Uhlmann phase of a thermal qubit

Summary

A spin-1/2 with gap Δ at temperature T, whose quantisation axis is carried once round a great circle, has the Uhlmann phase Φ_U = arg[−cos(π sech(Δ/2kT))]. It equals π below kT_c = Δ/(2 ln(2 + √3)) and 0 above. This page derives the connection for a general mixed state, specialises it to the qubit, extends the result to tilted and uneven loops, and works out numbers for an electron spin in a field of 1 T rotating in a plane. The construction is due to Uhlmann (1986). Jumps of this kind were discussed for one-dimensional fermion models by Viyuela, Rivas and Martin-Delgado (2014).

1. Premises and conventions

(a) The state space has finite dimension, and ρ(λ), 0 ≤ λ ≤ 1, is a smooth closed path of density matrices, ρ(1) = ρ(0), with all eigenvalues p_i > 0. We write ρ = Σ_i p_i |i⟩⟨i|, and d is the differential along the path.

(b) For the qubit, H = (Δ/2) n·σ with Δ > 0, n a unit vector and σ the Pauli matrices. For an electron with scalar g > 0, H = (g μ_B/2) B·σ, so n points along B and Δ = g μ_B B. The ground state g has n·σ = −1 and the excited state e has n·σ = +1.

(c) At each point the qubit is in the Gibbs state ρ = exp(−H/kT)/Z, with k the Boltzmann constant. We abbreviate

x = Δ/2kT,  r = tanh x,  s = sech x,  f = 1 − s.

(d) Angles increase anticlockwise about +z, and arg takes values in (−π, π].

2. Amplitudes and purification

An amplitude of ρ is a square matrix W with WW† = ρ. Since ρ has full rank, W is invertible, and U = ρ^(−1/2) W obeys UU† = ρ^(−1/2) ρ ρ^(−1/2) = 1. Every amplitude is therefore

W = √ρ U, U unitary.  (1)

An amplitude is a purification written as a matrix. Add an ancilla of the same dimension and set |W⟩ = Σ_ab W_ab |a⟩⊗|b⟩. Tracing out the ancilla gives Σ_b W_ab W*_a'b = (WW†)_aa' = ρ_aa'. The overlap is ⟨W1|W2⟩ = Σ_ab W1*_ab W2_ab = Tr(W1†W2). The map W → AWB corresponds to the operator A⊗Bᵀ, so multiplying on the left acts on the system and multiplying on the right acts on the ancilla. The freedom W → WY with Y unitary leaves ρ unchanged. It is the gauge freedom of the theory and takes the place of the U(1) phase of a state vector.

3. The parallelity condition

Among the amplitude paths W(λ) over a given ρ(λ), the parallel one is defined as the one whose every step is as short as possible in the norm ‖dW‖² = Tr(dW†dW). Changing the gauge along the path adds to dW a term WK with K anti-Hermitian, the infinitesimal form of Y. The shortest step in an affine family dW + WK is the one orthogonal to all directions WK in the real scalar product Re Tr(A†B):

Re Tr(K† W†dW) = 0 for every K = −K†.

Split M = W†dW into a Hermitian part M_H and an anti-Hermitian part M_A. The number Tr(K†M_H) has the complex conjugate Tr(M_H K) = −Tr(K†M_H), so it is imaginary and drops out. The choice K = M_A leaves Tr(M_A†M_A) = 0, hence M_A = 0. The condition is

W†dW = dW†W.  (2)

If W is replaced by a single column ψ, (2) says that ⟨ψ|dψ⟩ is real, and normalisation then makes it zero. This is the parallel transport behind the Berry phase.

4. The connection

Insert (1) in (2) and write dU = XU. Differentiating UU† = 1 gives X† = −X, so dU† = −U†X. Then

W†dW = U†(√ρ d√ρ + ρX)U,
dW†W = U†(d√ρ √ρ − Xρ)U,

and equating the two gives

ρX + Xρ = [d√ρ, √ρ].  (3)

In the eigenbasis of ρ the left side has elements (p_i + p_j) X_ij, so (3) has exactly one solution when all p_i > 0. That solution is anti-Hermitian, because the commutator of two Hermitian matrices is, and U stays unitary.

For the right side, differentiate √ρ|j⟩ = √p_j |j⟩ and project on ⟨i|:

⟨i|d√ρ|j⟩ = δ_ij d√p_j + (√p_j − √p_i)⟨i|dj⟩.

The commutator multiplies this element by √p_j − √p_i, since ⟨i|[A, √ρ]|j⟩ = (√p_j − √p_i) A_ij. That factor kills the diagonal term, and

X = Σ_(i≠j) [(√p_i − √p_j)²/(p_i + p_j)] |i⟩⟨i|dj⟩⟨j|.  (4)

Three properties follow. The population changes dp_i do not enter. Rephasing the eigenvectors leaves |i⟩⟨i|dj⟩⟨j| unchanged for i ≠ j, because the derivative of the phase multiplies ⟨i|j⟩ = 0. The weight runs from 0 for equal populations to 1 when one of the two populations tends to zero. Some authors define the connection as −X, with dU = −AU; the transported U is the same.

5. Holonomy and phase

The solution of dU = XU round the loop is U(1) = 𝒰 U(0), where 𝒰 = P exp ∮X is the path-ordered exponential with later points to the left. It is a matrix, and this is the non-Abelian part of the construction. The Uhlmann phase is the relative phase of the final and initial purifications:

G = ⟨W(0)|W(1)⟩ = Tr[U(0)† √ρ(0) √ρ(0) 𝒰 U(0)] = Tr[ρ(0) 𝒰],  Φ_U = arg G.  (5)

The starting gauge U(0) cancels by cyclicity of the trace, and X is a one-form, so the speed along the path is irrelevant. The modulus |G| ≤ 1 is the visibility of an interference between the two purifications. Where G = 0 the phase is undefined.

6. The thermal qubit

Because (n·σ)² = 1, exp(−x n·σ) = cosh x − sinh x n·σ and Z = 2 cosh x. Thus

ρ = ½(1 − r n·σ),  p_g = e^x/(2 cosh x),  p_e = e^(−x)/(2 cosh x),  √(p_g p_e) = s/2.

The weight in (4) is

(√p_g − √p_e)²/(p_g + p_e) = 1 − 2√(p_g p_e) = 1 − sech x = f.  (6)

It is convenient to solve (3) in vector form. Write √ρ = u − v n·σ with u = (√p_g + √p_e)/2 and v = (√p_g − √p_e)/2, which has the eigenvalues u + v = √p_g and u − v = √p_e. By (6), 4v² = f. In d√ρ = du − dv n·σ − v dn·σ the first two terms commute with √ρ. With [a·σ, b·σ] = 2i(a×b)·σ,

[d√ρ, √ρ] = v²[dn·σ, n·σ] = −2iv² (n×dn)·σ.

The vector m = n×dn is perpendicular to n, so m·σ anticommutes with n·σ, and ρ m·σ + m·σ ρ = m·σ. The right side of (3) is thus its own solution:

X = −(i f/2)(n×dn)·σ.  (7)

The generator −(i/2)(n×dn)·σ is the infinitesimal spin rotation that takes n to n + dn about the axis perpendicular to both. The Uhlmann transport performs the fraction f of it. Equation (7) holds also when x varies along the path.

7. The great circle

Take n = (cos φ, sin φ, 0) with φ from 0 to 2π and x constant. Then dn = (−sin φ, cos φ, 0) dφ and n×dn = (0, 0, 1) dφ, so

X = −(i f/2) σz dφ.

All the X commute, path ordering is unnecessary, and

U(φ) = exp(−i f φ σz/2) U(0),  𝒰 = exp(−iπ f σz) = cos(πf) − i sin(πf) σz.

With ρ(0) = ½(1 − r σx) we have Tr ρ(0) = 1 and Tr[ρ(0)σz] = 0. Hence G = cos(πf) = cos(π − πs), that is

G = −cos(π sech(Δ/2kT)),  Φ_U = arg[−cos(π sech(Δ/2kT))].  (8)

A fixed rotation of the whole loop conjugates ρ(0) and 𝒰 by the same unitary and leaves the trace (5) unchanged, so (8) holds for every great circle. G is even in f φ, so the sense of rotation does not matter either.

G is real, so the phase is π or 0. As T rises from 0 to ∞, s grows monotonically from 0 to 1 and G grows monotonically from −1 to +1, with G ≈ −1 + 2π² e^(−2x) for x ≫ 1 (from s ≈ 2e^(−x)) and G ≈ 1 − π²x⁴/8 for x ≪ 1 (from f ≈ x²/2). It has a single zero, at s = ½. Then cosh x = 2, so y = e^x obeys y² − 4y + 1 = 0, and the root with x > 0 is y = 2 + √3:

x_c = ln(2 + √3) = 1.3170,  kT_c = Δ/(2 ln(2 + √3)) = 0.3797 Δ.  (9)

Φ_U = π for T < T_c, Φ_U = 0 for T > T_c, and at T_c the two purifications are orthogonal. There r = √(1 − s²) = √3/2 = 0.866, so p_g = (1 + r)/2 = 0.933 and p_e = 0.067. The jump occurs in a state that is still strongly polarised.

8. What the ancilla does

Let R(φ) = exp(−iφσz/2). It obeys RσxR† = cos φ σx + sin φ σy, so √ρ(φ) = R√ρ(0)R†. With U(0) = 1,

W(φ) = R(φ) √ρ(0) R†(φ) U(φ) = R(φ) √ρ(0) exp(+i s φ σz/2),  (10)

because 1 − f = s. Since σzᵀ = σz, the purification evolves under exp[−i(φ/2)(σz⊗1 − s 1⊗σz)]. The system turns through φ and the ancilla through sφ, in the opposite sense in the basis used for |W⟩.

Equation (10) can be tested against (2) directly. With E = exp(i s φ σz/2),

W†dW = −(i/2) E† [√ρ(0) σz √ρ(0) − s ρ(0) σz] E dφ.

Moving σz to the left gives √ρ(0) σz √ρ(0) = σz (u + vσx)(u − vσx) = (u² − v²)σz = (s/2)σz. The bracket is s[½ − ρ(0)]σz = (sr/2)σxσz = −i(sr/2)σy, and W†dW = −(sr/4) E†σyE dφ, which is Hermitian as required.

Now replace s in (10) by an arbitrary fraction κ. Since R(2π) = −1, the overlap after one turn is −Tr[ρ(0) exp(iπκσz)] = −cos(πκ). The choice κ = 0, with the ancilla untouched, gives −1 at every temperature. This is the interferometric mixed-state phase of Sjöqvist and co-workers (2000), arg Σ_k p_k exp(iγ_k), in which both eigenstates contribute exp(iγ_k) = −1 on a great circle. It stays at π and has no jump. The temperature dependence of (8) comes wholly from the ancilla rotation κ = s that condition (2) demands. A measurement of Φ_U therefore needs a purifying qubit under control, a known value of s, and an interferometric readout of G. A spin that merely follows a rotating field does not display it.

9. Loops off the great circle

For a cone of fixed polar angle θ, n = (sin θ cos φ, sin θ sin φ, cos θ) and

n×dn = (−cos θ sin θ cos φ, −cos θ sin θ sin φ, sin²θ) dφ.

The X at different φ no longer commute. Set U = R(φ)V. Then dV = (R†XR − R†dR)V, where R†XR is X at φ = 0 and R†dR = −(i/2)σz dφ. This gives a constant generator,

dV = (i/2) h·σ V dφ,  h = (f cos θ sin θ, 0, 1 − f sin²θ).

Its length follows from f² sin²θ (cos²θ + sin²θ) = f² sin²θ and f(2 − f) = (1 − s)(1 + s) = r²:

|h|² = 1 − f(2 − f) sin²θ = 1 − r² sin²θ = s² + r² cos²θ.

Its projection on n0 = (sin θ, 0, cos θ) is h·n0 = f cos θ sin²θ + cos θ − f sin²θ cos θ = cos θ. With 𝒰 = R(2π) exp(iπ h·σ) = −[cos(π|h|) + i sin(π|h|) h·σ/|h|] and Tr[ρ(0)σ] = −r n0,

G = −cos(π|h|) + i r cos θ sin(π|h|)/|h|.  (11)

At θ = π/2, |h| = s and (11) reduces to (8). For T → 0, r → 1 and |h| → |cos θ|, so G → −exp(−iπ cos θ) = exp[iπ(1 − cos θ)]. This is the Berry phase (Berry, 1984) of the state antiparallel to n, plus one half of the solid angle 2π(1 − cos θ). For T → ∞, |h| → 1 and G → 1.

For 0 < T < ∞ and cos θ ≠ 0, ±1 we have 0 < |h| < 1, so Im G never vanishes. G then misses the origin and the phase is a smooth function of T. It falls from π(1 − cos θ) to 0 through positive values when cos θ > 0, and rises to 0 through negative values when cos θ < 0. Among loops of fixed θ the jump belongs to the great circle alone.

The width for a small tilt follows by linearising at T_c. To first order in cos θ, |h| = s, so Im G = 2r cos θ = √3 cos θ. For the real part use ds/dx = −sr and dx/dT = −x/T:

d(Re G)/dT = π sin(πs) s r x/T = (π√3/4) x_c/T_c = 1.792/T_c.

The magnitude of the phase passes 3π/4 and π/4 where Re G = ∓|Im G|, at T_c ∓ δT with

δT = 4|cos θ| T_c/(π x_c) = 0.967 |cos θ| T_c.  (12)

The centre of the crossover shifts only at order cos²θ.

10. Uneven gap and repeated loops

If n stays on a great circle while Δ or T varies, (7) still gives X = −(i f/2)σz dφ with φ the angle of n, and Tr[ρ(0)σz] is still zero. Therefore

G = cos(½∮ f dφ).  (13)

G remains real, and for one turn the jump stays sharp and sits where the average of sech x over φ equals ½. A relative modulation of the gap with amplitude η and zero mean over φ moves T_c only at order η².

For w turns at constant gap, (13) gives G = cos(πwf). For w = 2 the zeros lie at f = 3/4 and f = 1/4, that is cosh x = 4 and cosh x = 4/3, and the phase runs 0, π, 0 with rising T. The holonomy of two turns is 𝒰², but the phase is not 2Φ_U, since arg Tr(ρ𝒰²) is not additive.

11. Range of validity

Full rank. Equations (3) and (4) need p_i > 0, which holds for every T > 0. At T = 0 the ee element of (3) reads 0 = 0 and leaves X_ee free; the statements for T = 0 are limits.

Two levels. Suppose H is the sum of the spin term and a term for another degree of freedom that does not change along the loop. Then ρ = ρ_s⊗ρ_o and √ρ = √ρ_s⊗√ρ_o, the right side of (3) is [d√ρ_s, √ρ_s]⊗ρ_o, and X = X_s⊗1 solves it. G is unchanged because Tr ρ_o = 1. Thermal population of such spectator levels is harmless. Coupling that mixes them with the spin is not covered, and (4) must then be used in the larger space.

Great circle. A static offset field normal to the plane of rotation turns the loop into a cone and rounds the jump according to (12). A static offset within the plane and smaller than the rotating field keeps the loop a great circle with an uneven gap, the case of (13). The same holds for an anisotropic but field-independent, invertible g tensor: H = (μ_B/2) σ·(gB), and a linear map takes the plane of B through the origin to another plane through the origin.

Gibbs form of the path. For a field rotating at angular frequency ω, H(t) = R(ωt) H(0) R†(ωt), and ψ = Rχ gives iħ dχ/dt = [(Δ/2)σx − (ħω/2)σz]χ. A state that commutes with this rotating-frame Hamiltonian, as reached by raising ω slowly from equilibrium at rest, keeps its populations but has its axis on a cone with cos θ = −ħω/√(Δ² + ħ²ω²). The premise (c) thus holds up to a tilt of size ħω/Δ, which enters through (12). The driven spin also gathers dynamical phases at the rates ±Δ/2ħ. They do not alter ρ and do not enter Φ_U, but they are not part of (10), and an interferometric scheme has to remove them.

No thermodynamic transition. The free energy −kT ln(2 cosh x) and every expectation value in ρ are analytic in T, and so is G. Only the function arg is discontinuous, at the zero of G. T_c belongs to the loop and to the transport rule, as the cases w = 2 and κ = 0 show.

12. Numerical illustration: electron spin in a rotating field of 1 T

Take B = 1 T rotating in a plane and the free-electron value g = 2.0023. Then

Δ = g μ_B B = 115.90 µeV,  Δ/h = 28.02 GHz (h here the Planck constant),  Δ/k = 1.345 K.

With 2 ln(2 + √3) = 2.634, equation (9) gives kT_c = 44.00 µeV and T_c = 0.5106 K. The entries below come from x = Δ/2kT and (8) with the unrounded gap.

T (K) | x | sech x | G | Φ_U
0.2 | 3.362 | 0.0692 | −0.976 | π
0.4 | 1.681 | 0.360 | −0.426 | π
0.5 | 1.345 | 0.488 | −0.038 | π
0.6 | 1.121 | 0.589 | 0.277 | 0
1.0 | 0.672 | 0.810 | 0.827 | 0
4.2 | 0.160 | 0.987 | 0.999 | 0

The visibility |G| falls linearly to zero on both sides of T_c. For two turns the jumps lie at T = Δ/(2k arcosh 4) = 0.3259 K and T = Δ/(2k arcosh(4/3)) = 0.8455 K.

Two illustrative departures show which premise matters. An assumed stray field of 10 mT normal to the plane gives cos θ = 0.0100, a smallest visibility of about √3 cos θ = 0.0173, and by (12) δT = 4.9 mK. An assumed rotation frequency of 1 kHz gives |cos θ| = (1 kHz)/(Δ/h) = 3.6 × 10⁻⁸ and δT = 18 nK, so the finite rotation rate is negligible beside that offset.

The same numbers carry over to a single electron in a silicon quantum dot, for which g ≈ 2.00 is typical, with an anisotropy typically below one per cent. By sections 10 and 11 that anisotropy leaves the jump sharp, and to first order T_c follows the loop average of the gap. The valley degree of freedom is a spectator as long as spin-valley mixing is weak. Valley splittings in such dots typically range from tens to hundreds of µeV, which includes the Zeeman energy at 1 T, and the two-level result does not apply to a dot in which the two energies are near resonance. Away from that resonance the input g = 2.00 reproduces the typical Zeeman splitting, Δ = 116 µeV at 1 T, and the model's jump temperature is T_c = 0.510 K.